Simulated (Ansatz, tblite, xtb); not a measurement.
# How methods differ on TiNH2Cl3 (SMILES [NH2][Ti]([Cl])([Cl])[Cl])

TiNH2Cl3 has 7 atoms, charge 0, and is taken as a singlet. SMILES: `[NH2][Ti]([Cl])([Cl])[Cl]`. The coordinates come from a PBE0-D4/def2-TZVP relaxation.

```csv
atom,x (Å),y (Å),z (Å)
N,-0.6764,0.4796,0.8131
Ti,0.4160,-0.2733,-0.4591
Cl,1.9225,-1.4421,0.5997
Cl,-0.7714,-1.5947,-1.7428
Cl,1.2323,1.3587,-1.6545
H,-1.2002,1.3347,0.6792
H,-0.8617,0.0689,1.7189
```

Each level gives the energy change with the Ti2–Cl5 bond stretched from 2.181 to 2.509 Å (eV). The values are calculated.

| level | kind | program | value (eV) | less CCSD(T)/def2-SVP | CPU time (all runs) |
| --- | --- | --- | --- | --- | --- |
| GFN-FF | force field | xtb | 0.62 | +0.12 | under 2 s |
| GFN1-xTB | semi-empirical | tblite | 0.52 | +0.02 | under 2 s |
| HF/def2-SVP (restricted) | Hartree–Fock | Ansatz | 0.51 | +0.01 | 16 s |
| SVWN5/def2-SVP (restricted) | LDA | Ansatz | 0.64 | +0.14 | 16 s |
| revPBE/def2-SVP (restricted) | GGA | Ansatz | 0.41 | -0.09 | 26 s |
| MP2/def2-SVP (restricted) | perturbation theory | Ansatz | 0.55 | +0.05 | 15 s |
| CCSD(T)/def2-SVP (restricted) | coupled cluster or CI | Ansatz | 0.50 | 0.00 | 2.3 min |

CCSD(T)/def2-SVP (restricted) is the highest level here, not the true value. The first shape isn't each level's own minimum. The values span 0.41 to 0.64 eV. Times are those of the runs behind each value, whatever else they computed, on shared processors of several kinds: orders of magnitude only.

Stretching the Ti–Cl bond separates the two density functionals most clearly: SVWN5 gives the largest rise, 0.64 eV, and revPBE the smallest, 0.41 eV, on opposite sides of coupled cluster. This fits the usual overbinding of LDA, which favours short, stiff bonds. The gradient correction in revPBE weakens the bonding and tends to lengthen it, so the same stretch costs less.

Hartree–Fock lies only 0.01 eV above CCSD(T). The bond is polar, with chlorine σ and π donation into the empty 3d shell of formally Ti(IV), and at this modest extension a single closed-shell configuration probably still describes it well. Correlation is not necessarily small, however: MP2 raises the cost to 0.55 eV, and the higher-order terms in CCSD(T) bring it back down, which suggests that contributions to the energy difference largely cancel. GFN1-xTB is also close, at 0.52 eV, but one displacement cannot establish that it describes the whole stretching curve well. Nor does the ordering here establish one for the full Ti–Cl dissociation energy.
